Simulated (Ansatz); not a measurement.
## Strength of the Si–N bond: CH9NSi2 → SiH2(CH3) + SiH3(NH)

Species: CH9NSi2 `C[SiH2]N[SiH3]`, singlet; SiH2(CH3), doublet; SiH3(NH), doublet. 

Shapes, held fixed at every level: PBE0-D4/def2-TZVP. Flexible molecules stand in one conformer, not always the lowest. Programs: Ansatz 0.2.0. Electronic energies: no zero-point or thermal term.

| level | kind | ΔE (kJ/mol) | less CCSD(T)/CBS estimate |
| --- | --- | --- | --- |
| PBE-D4/def2-TZVPP | GGA | +456.2 | -32.6 |
| wB97X-V/def2-TZVPP | range-separated hybrid | +480.7 | -8.1 |
| MP2/def2-SVP | perturbation theory | +482.0 | -6.8 |
| MP2/def2-TZVPP | perturbation theory | +503.2 | +14.4 |
| CCSD(T)/def2-SVP | coupled cluster or CI | +455.9 | -32.9 |
| CCSD/def2-SVP | coupled cluster or CI | +450.4 | -38.4 |
| CCSD(T)/def2-TZVPP | coupled cluster or CI | +473.7 | -15.1 |
| CCSD(T)/CBS estimate | coupled cluster or CI | +488.8 | 0.0 |

The highest level, CCSD(T)/CBS estimate, gives ΔE = +488.8 kJ/mol; the levels span +450.4 to +503.2. The column of differences is taken from that level and isn't an error. No measured value is set beside it here. Open shells run unrestricted unless RO is named. The CBS estimate extrapolates MP2 from def2-TZVPP and def2-QZVPP and adds CCSD(T) − MP2 in the triple-zeta set, cores frozen.

Homolysis of this Si–N bond is costly, at +488.8 kJ/mol at the highest level. The bond is strongly polar, so electrostatic attraction adds to the covalent overlap, and the nitrogen lone pair delocalises into σ* orbitals on both silyl groups. Cleavage gives up the polar bond and one of these acceptors, leaving an electron-poor aminyl radical that the remaining silyl group probably stabilises little.

The coupled-cluster energy rises with basis size because the electron pair re-formed in the bond needs high angular functions to describe its correlation, which the separated radicals need less. Triples change the small-basis value far less than basis enlargement does, which suggests that neither side has serious multireference character. MP2 lies above CCSD(T) in both shared basis sets, so the closeness of MP2/def2-SVP to the highest level reflects cancellation between overbinding and basis incompleteness. The large homolytic cost doesn't imply chemical inertness, since silazanes are typically cleaved by water or alcohols through polar attack at silicon, a path not examined here.
